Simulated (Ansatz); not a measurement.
# Y₅F: a bulk modulus from differences

The structure comes from a generated guess, relaxed at this level; another structure or a mixture of phases may lie lower.

Theory: Ansatz 0.2.0, DFT PBE, scalar-relativistic, plane waves, PAW. Settings of the last relaxation (6-atom cell): 420 eV, 8×8×8 k points, Gaussian smearing of 0.10 eV, no spin polarisation.

```cif
data_structure
_symmetry_space_group_name_H-M 'I4/m'
_symmetry_Int_Tables_number 87
_cell_length_a 8.0531
_cell_length_b 8.0531
_cell_length_c 5.0642
_cell_angle_alpha 90.000
_cell_angle_beta 90.000
_cell_angle_gamma 90.000
_cell_volume 328.43
loop_
_atom_site_label
_atom_site_type_symbol
_atom_site_symmetry_multiplicity
_atom_site_Wyckoff_symbol
_atom_site_fract_x
_atom_site_fract_y
_atom_site_fract_z
_atom_site_occupancy
Y1 Y 8 h 0.19902 0.40090 0.50000 1
Y2 Y 2 b 0.00000 0.00000 0.50000 1
F1 F 2 a 0.00000 0.00000 0.00000 1
```

The cell was set to several volumes, with shape and atoms relaxed at each where symmetry leaves them free. Pressure is positive in compression, and energies count from the lowest row. No row has a gap on its mesh.

| row | V (Å³/atom) | P (GPa) | ΔE (meV/atom) |
| --- | --- | --- | --- |
| 1 | 24.085 | 7.26 | 67.2 |
| 2 | 24.906 | ? | ? |
| 3 | 25.727 | 3.14 | 15.1 |
| 4 | 26.548 | 1.47 | 3.6 |
| 5 | 27.369 | 0.01 | 0.0 |
| 6 | 28.190 | -1.27 | 3.4 |
| 7 | 29.011 | -2.40 | 13.0 |
| 8 | 30.106 | -3.69 | 34.1 |

Task: Find B = −V·ΔP/ΔV from rows 4 and 6 and from rows 1 and 3, and from the two its slope B′ and its value B0 at zero pressure.

Result: Rows 4 and 6 give −(26.548 + 28.190)/2 × (-1.27 − (1.47))/(28.190 − 26.548) = 45.7 GPa at a mean pressure of 0.10 GPa. Rows 1 and 3 give −(24.085 + 25.727)/2 × (3.14 − (7.26))/(25.727 − 24.085) = 62.5 GPa at a mean pressure of 5.20 GPa. So B′ = (62.5 − 45.7)/(5.20 − (0.10)) = 3.29 and B0 = 45.7 − 3.29 × (0.10) = 45.4 GPa. A third-order Birch–Murnaghan fit to all the energies gives B0 = 45.6 GPa and B′ = 3.4.

Task: Estimate the pressure and energy of row 2.

Result: From row 5, V0 = 27.369 × (1 + (0.01)/45.4) = 27.375 Å³/atom. Murnaghan's form P = (B0/B′)·[(V0/V)^B′ − 1] gives (45.4/3.29) × [(27.375/24.906)^3.29 − 1] = 5.03 GPa; the computed pressure is 5.05 GPa, so the estimate is off by -0.02 GPa. The work of compression from row 3, with the mean of the two pressures, gives ΔE = 15.1 + (5.03 + 3.14)/2 × (25.727 − 24.906)/160.2 × 1000 = 36.0 meV/atom (1 eV/Å³ = 160.2 GPa); the computed value is 35.9 meV/atom.

All volumes keep the k mesh of the relaxed cell. A later test with randomly moved atoms came back to the same energy, though modes that don't fit the test's cell weren't probed.

Y₅F is a soft metal that stiffens steadily on compression: from the most expanded row to the densest, each further reduction in volume costs more pressure. The modulus near 45 GPa is close to that of elemental yttrium and far below what a dense ionic fluoride would show. This fits the electron count. Each fluorine can take up only one electron, so most of the yttrium valence electrons stay in metallic 5s–4d states, and these probably set the compressibility, with the few Y–F contacts adding little. Compression steepens the short-range repulsion and raises the modulus. The rather modest B′ may reflect s-to-d transfer, which softens yttrium-like metals under pressure, though without the band occupations this remains an inference.

The finite differences and the energy fit agree, so the equation of state is smooth over this range. Row 2 lies between computed points, so its good estimate tests interpolation and not behaviour at higher pressure. The bulk modulus alone doesn't show how the compression divides between the a and c axes.
